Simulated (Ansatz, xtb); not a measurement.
# Two isomers of BH6NSeSi

We compare a, `[SiH3]NB[SeH]`, a singlet, with b, `NB[Se][SiH3]`, a singlet. Both are isolated molecules in the gas phase, relaxed with B3LYP-D3(BJ)/def2-SVP; the shapes shown needn't be the lowest conformers.

a (Å):

```xyz
10

B     0.1096   -2.9219   -2.0058
N    -1.1151   -2.2415   -2.1296
Se    0.4232   -4.7786   -2.5391
Si   -1.4412   -0.5723   -1.6629
H    -0.1858   -0.0055   -1.1098
H    -2.5274   -0.5215   -0.6412
H    -1.8909    0.2193   -2.8450
H    -1.8975   -2.7577   -2.5279
H     1.0749   -2.3696   -1.5426
H    -0.9436   -5.0633   -3.0277
```

b (Å):

```yaml
atoms:
  - { symbol: B, position_ang: [-0.9588, -0.5745, -2.4810] }
  - { symbol: N, position_ang: [-1.2507, -0.7497, -1.1313] }
  - { symbol: Se, position_ang: [-0.5181, -2.0116, -3.7602] }
  - { symbol: Si, position_ang: [-0.4823, -3.8258, -2.3578] }
  - { symbol: H, position_ang: [-1.4756, 0.0379, -0.5342] }
  - { symbol: H, position_ang: [-1.3046, -1.6424, -0.6549] }
  - { symbol: H, position_ang: [-0.9667, 0.5306, -2.9593] }
  - { symbol: H, position_ang: [0.7218, -3.8239, -1.4770] }
  - { symbol: H, position_ang: [-1.6875, -3.8376, -1.4737] }
  - { symbol: H, position_ang: [-0.4772, -5.0492, -3.2043] }
```

Quicker runs give these differences E(b) − E(a): GFN2-xTB +0.8 kJ/mol; HF/STO-3G −18.2 kJ/mol (at GFN2-xTB geometries); r2SCAN-D4/def2-SVP −23.6 kJ/mol (at GFN2-xTB geometries).

Task: Which of the two would you expect CCSD(T)/def2-SVP + ΔMP2/def2-TZVPP electronic energies to favour?

Result: Structure b; the calculation gives E(b) − E(a) = −12.3 kJ/mol.

The same difference at several levels:

```tsv
level	geometry	E(b) − E(a) (kJ/mol)	departure from the last row (kJ/mol)	job, with rough time for the two
GFN2-xTB	GFN2-xTB	+0.8	+13.1	optimisation, 0.36 s
HF/STO-3G	GFN2-xTB	−18.2	−5.8	single point, 0.57 s
r2SCAN-D4/def2-SVP	GFN2-xTB	−23.6	−11.2	single point, 2.9 s
B3LYP-D3(BJ)/def2-SVP	B3LYP-D3(BJ)/def2-SVP	−15.8	−3.4	optimisation, 1.9 min
HF/def2-SVP	B3LYP-D3(BJ)/def2-SVP	−6.9	+5.5	part of the CCSD(T) run
MP2/def2-SVP	B3LYP-D3(BJ)/def2-SVP	−13.5	−1.2	part of the CCSD(T) run
CCSD(T)/def2-SVP	B3LYP-D3(BJ)/def2-SVP	−10.8	+1.6	single point
CCSD(T)/def2-SVP + ΔMP2/def2-TZVPP	B3LYP-D3(BJ)/def2-SVP	−12.3		single point, 32 s
```

As drawn, b has 1 Se–Si, 1 N–H in place of 1 N–Si, 1 Se–H.

GFN2-xTB finds them nearly level. The largest departure from CCSD(T)/def2-SVP + ΔMP2/def2-TZVPP is that of GFN2-xTB, 13.1 kJ/mol. The last row adds to CCSD(T) the change of the MP2 difference between the two basis sets, here −1.6 kJ/mol.

With harmonic frequencies from B3LYP-D3(BJ)/def2-SVP (ideal gas, rigid rotor, one conformer each, 298.15 K, 1 atm): the zero-point term adds +7.3 kJ/mol; ΔH is −4.7 and ΔG −5.3 kJ/mol.

The correlated steps freeze 16 core orbitals; the filled d shell of Se is correlated, in a basis made for valence electrons. Mirror images aren't counted in ΔG. Run with Ansatz 0.2.0, xtb 6.7.1; the last row on 2 threads of Intel(R) Xeon(R) Processor @ 2.70GHz on a shared host.

Structure b is favoured electronically by 12.3 kJ/mol, a modest preference that every level except GFN2-xTB reproduces in sign. The exchange places hydrogen on nitrogen and silyl on selenium. Although Si–N bonds are strong and polar, the gain in going from Se–H to N–H evidently outweighs the loss in going from Si–N to Si–Se. This fits the familiar cleavage of silylamines by more acidic E–H compounds.

Both isomers keep the B–N link, where the nitrogen lone pair donates into the empty boron p orbital. In b, silyl no longer competes for that lone pair, and the slightly shorter B–N distance suggests somewhat stronger π donation, probably a secondary contribution.

Zero-point energy works against b because an N–H oscillator is stiffer than an Se–H one, and the free-energy preference shrinks to 5.3 kJ/mol. The result therefore supports a slight thermodynamic bias between the isolated monomers, but not their persistence, since aminoboranes with so little steric protection tend to associate through B–N bonds.
